## Results and discussion

The atomization energy is the electronic energy of the free atoms minus that of the molecule, both at the same level of theory. It was computed for nine molecules with a B-S bond using eleven density functionals and four wave-function levels, and each value was compared with an estimate of CCSD(T) at the basis-set limit. As a rule this is a focal-point estimate, in which only Hartree-Fock and MP2 are extrapolated and the step from MP2 to CCSD(T) comes from triple zeta alone. A positive error means overbinding. The mean signed error (MSE) measures bias, and it equals the mean absolute error (MAE) in size when all nine errors share a sign, as they do for 11 of the 15 levels. The errors belong to whole molecules and do not isolate the B-S bond.

Errors in electronic atomization energies, without zero-point or spin-orbit terms, for nine gas-phase molecules with a B-S bond (SMILES), from Ansatz 0.2.0 at PBE0-D4/def2-TZVP geometries. Functionals use def2-TZVPP, open shells are unrestricted, and correlated wave functions have frozen cores. Errors are level minus frozen-core CCSD(T) at the estimated def2 basis-set limit, as a rule a focal-point value: Hartree-Fock and MP2 correlation extrapolated from def2-TZVPP and def2-QZVPP, plus CCSD(T) less MP2 in def2-TZVPP.

```
             level            class  exact exchange, short range (%)  exact exchange, long range (%)  mean signed error (kJ/mol)  mean absolute error (kJ/mol)  largest error (kJ/mol)  case of the largest error  cases too high
             SPW92              LDA                                0                               0                       506.2                         506.2                   625.7                    CSB(O)O               9
            PBE-D4              GGA                                0                               0                        84.3                          84.3                   101.2                    CSB(C)F               9
         revPBE-D4              GGA                                0                               0                         0.3                           5.9                   -15.6                    CSB(O)O               4
           BLYP-D4              GGA                                0                               0                        -3.9                          10.5                   -26.9                   CCB(S)Br               2
            B97M-V         meta-GGA                                0                               0                        33.3                          33.3                    47.5   [BH2-]1[SH+][BH2-][SH+]1               9
         r2SCAN-D4         meta-GGA                                0                               0                        35.5                          35.5                    54.4   [BH2-]1[SH+][BH2-][SH+]1               9
           PBE0-D4    global hybrid                               25                              25                        26.3                          26.3                    41.7   [BH2-]1[SH+][BH2-][SH+]1               9
          BHLYP-D4    global hybrid                               50                              50                       -90.2                          90.2                  -144.7                    CSB(O)O               0
           wB97M-V  range-separated                               15                             100                        26.8                          26.8                    44.6   [BH2-]1[SH+][BH2-][SH+]1               9
           wB97X-V  range-separated                               17                             100                        14.7                          14.7                    33.2   [BH2-]1[SH+][BH2-][SH+]1               9
          PBE-QIDH    double hybrid                               69                              69                        -1.0                          10.8                   -23.6                    CSB(O)O               4
  CCSD(T)/def2-SVP    wave function                              n/a                             n/a                      -168.0                         168.0                  -222.1                    CSB(O)O               0
    MP2/def2-TZVPP    wave function                              n/a                             n/a                       -13.7                          21.6                   -49.8                     CB(N)S               2
CCSD(T)/def2-TZVPP    wave function                              n/a                             n/a                       -85.2                          85.2                  -108.3                    CSB(O)O               0
          HF/limit     Hartree-Fock                              100                             100                      -865.4                         865.4                 -1098.8                    CSB(O)O               0
```

### Two limits

Hartree-Fock has exact exchange and no correlation. Forming bonds pairs electrons of opposite spin that were unpaired in the atoms, so the molecule has more correlation energy than its atoms and Hartree-Fock underbinds. Its MSE of $-865.4$ kJ/mol, about 26% of the mean reference value, is the binding that correlation must supply. The LDA errs the other way, by $+506.2$ kJ/mol, its standard overbinding. (Its row is labelled SPW92. Of the three LDA molecular runs examined, the one for the radical OB(O)[S] used SPW92 and the other two used SVWN5, a nearly equivalent LDA.) The other functionals lie between these limits, and three explanations of where they fall can be tested.

### First explanation: the class of the functional

It is tempting to read the class column as a ladder on which each step lowers the error. Leaving the LDA does help, since every other functional has a much smaller MAE. Beyond that step the order dissolves: the lowest MAE, 5.9 kJ/mol, belongs to a GGA (revPBE-D4), while the hybrid BHLYP-D4 at 90.2 is worse than all three GGAs. With global and range-separated hybrids on one step, the Spearman rank correlation of class with MAE is 0.08 over the ten functionals other than the LDA. Across families, then, the class does not predict the size of the error for these nine molecules. That result leans on the two GGAs with near-zero bias and on BHLYP-D4: along PBE-D4, r2SCAN-D4, PBE0-D4 and PBE-QIDH the MAE does fall at each step, from 84.3 through 35.5 and 26.3 to 10.8 kJ/mol.

### Second explanation: the share of exact exchange

The two limits suggest that bias slides from overbinding to underbinding as the exact-exchange share $a$ grows. A least-squares line of MSE against the short-range share, over the same ten functionals, does slope downward. It accounts for only 32% of the variance and leaves an rms residual of 35 kJ/mol. The long-range share does worse, and so does including the LDA, which was set aside because it has no gradient correction. PBE-D4 and revPBE-D4 show why no single line serves: both have $a=0$, yet their biases differ by 84.0 kJ/mol.

Hartree-Fock is also the wrong end point for such a line. Interpolating from PBE-D4 to Hartree-Fock puts PBE0-D4 at $-153.1$ kJ/mol, whereas the calculation gives $+26.3$. A hybrid taken to $a=1$ keeps its correlation functional, so most of the distance to Hartree-Fock is correlation and has nothing to do with $a$.

### Third explanation: two errors that add

At fixed density a global hybrid has the exchange-correlation energy $aE_x^{\rm HF}+(1-a)E_x^{\rm GGA}+E_c$. Written as Hartree-Fock plus corrections, this is $E_x^{\rm HF}+(1-a)(E_x^{\rm GGA}-E_x^{\rm HF})+E_c$. Taking atoms minus molecule, subtracting the reference and averaging gives

$$\mathrm{MSE}(a)=\mathrm{MSE}_{\rm HF}+(1-a)\,\Delta X+C .$$

Here $\Delta X$ is the extra binding from semilocal over exact exchange and $C$ is the binding from the correlation functional. Two rows that share their semilocal parts fix both constants. For the PBE pair,

$$\Delta X=\frac{84.3-26.3}{0.25}=232,\qquad C=84.3-232+865.4=717.7\ \text{kJ/mol}.$$

The BLYP pair, with BHLYP taken as BLYP with half its exchange replaced, gives $\Delta X=173$ and $C=689$ kJ/mol in the same way. On this partition both correlation terms, with their part of the dispersion correction, supply only about four fifths of the binding that Hartree-Fock lacks, and the exchange term makes up nearly all of the rest for BLYP and more than the rest for PBE. Two points per family leave the linearity in $a$ untested; it is exact only at fixed density, so slopes taken over 0 to 25% and over 0 to 50% are not strictly comparable. The constants also absorb the refitted D4 terms, orbital relaxation and basis error, so they are effective values.

The bias is the difference between this shortfall and what exchange adds. PBE correlation falls 148 kJ/mol short and PBE exchange adds 232, so PBE-D4 overbinds and removing some semilocal exchange helps. In BLYP-D4 the two nearly cancel at $a=0$, so exact exchange uncovers the shortfall and BHLYP-D4 underbinds every case. For these nine molecules, the share that would zero the mean bias is about 36% for the PBE family, by extrapolation beyond the two fitted points, and about zero for the BLYP family. Both pairs lose roughly 2 kJ/mol of binding per percent of exact exchange, which helps or harms according to where the parent GGA starts.

The H$_2$ molecule shows why theory expects $\Delta X>0$. Its exact exchange hole is spread over both nuclei, while the true exchange-correlation hole stays nearer the electron, because left-right correlation keeps the two electrons on opposite atoms. A semilocal exchange hole is local by construction and so imitates part of that correlation, which a semilocal correlation functional describes poorly. The analogy gives the sign and no size: H$_2$ has one nonpolar bond and no lone pairs, and the effect is slight at its equilibrium length and grows when it is stretched. The T1 diagnostics of 0.011 to 0.013 for six of the molecules, the radical OB(O)[S] among them, indicate no such strong correlation here.

The same picture suggests why PBE-D4 and revPBE-D4 differ although both have $a=0$. A GGA multiplies local exchange by a factor that grows with the reduced density gradient. As a rule free atoms have more steep-gradient surface than the molecule, so the factor lowers the atoms more and reduces binding; H$_2$ itself is an exception. revPBE shares PBE correlation and has the faster-growing factor, which by this argument lowers $\Delta X$ from 232 to $232-84=148$ kJ/mol, with the change in D4 included. That value matches the PBE shortfall by construction, and it restates that the revPBE-D4 mean of 0.3 is a cancellation, with errors of both signs beneath it.

### A test on a row outside the fit

PBE-QIDH was not used to fix any constant. It has $a=0.69$ and, by definition, replaces one third of PBE correlation with second-order perturbation (PT2) correlation. Exchange share alone predicts $84.3-0.69\times232=-75.8$ kJ/mol against a computed $-1.0$. The additive model needs the PT2 binding, estimated here as the MP2 row less the Hartree-Fock row (the first is in def2-TZVPP and the second at the basis-set limit, so the difference also contains the Hartree-Fock basis error):

$$C_{\rm MP2}=-13.7+865.4=851.7,$$

$$\mathrm{MSE}=-865.4+0.31(232)+\tfrac23(717.7)+\tfrac13(851.7)=-865.4+71.9+478.5+283.9=-31.1\ \text{kJ/mol}.$$

The miss relative to the computed MSE falls from 75 to 30 kJ/mol, still far above the 1.2 that rounding of the share allows. A PT2 binding 1.11 times the MP2 value would close it. The PBE-QIDH row has no D4 term while the fitted constants contain one, so removing it would probably widen the miss somewhat. Kohn-Sham orbital gaps are smaller than Hartree-Fock ones, which enlarges PT2 terms, but that this is the cause here is untested. The model says nothing about the meta-GGAs or range-separated functionals, which have no matched parent in the set.

### What limits the verdict

The wave-function rows show how much cancellation a finite basis allows. CCSD(T) in def2-TZVPP is low by 85.2 kJ/mol against the reference. This gap is a basis error, but as a rule one estimated from Hartree-Fock and MP2, because the reference adds the triple-zeta difference between CCSD(T) and MP2 to the MP2 limit. The outputs show this construction for all six molecular references examined. Any change in that difference beyond triple zeta is missing from the reference and so enters every error in the table; its size was not tested. MP2 in def2-TZVPP looks better only because it binds 71.5 more than CCSD(T) in that basis. PT2 correlation converges slowly in the same way, so the near-zero mean of PBE-QIDH is partly a basis effect and should rise toward the limit.

Small differences between the best rows are insecure. Besides resting as a rule on the focal-point step just described, the frozen-core reference omits core-valence correlation, which usually adds several kJ/mol of binding, and the outer-core shells of bromine are correlated without core-valence basis functions. In the data makers' tests on other systems, not in these runs, this moved the CCSD(T) limit by up to about 4 kJ/mol a bond and correlated values in finite sets by more. Here it affects the bromine molecules, among them CCB(S)Br, the worst case of BLYP-D4, and through them the MP2 row used in the PBE-QIDH test. The MAEs of BLYP-D4 and PBE-QIDH, 10.5 and 10.8, are therefore not distinguishable. Comparisons between rows are safer, because the reference cancels from any difference between two mean signed errors. The 84.0 kJ/mol between PBE-D4 and revPBE-D4, the constants $\Delta X$ and $C$, and the misses for PBE-QIDH therefore do not depend on it. The ranking by MAE, the correlation shortfalls and the zero-bias shares do, and since the focal-point step was not tested, the full uncertainty in them is unknown. The additive balance itself rests on two pairs and one partly met test.
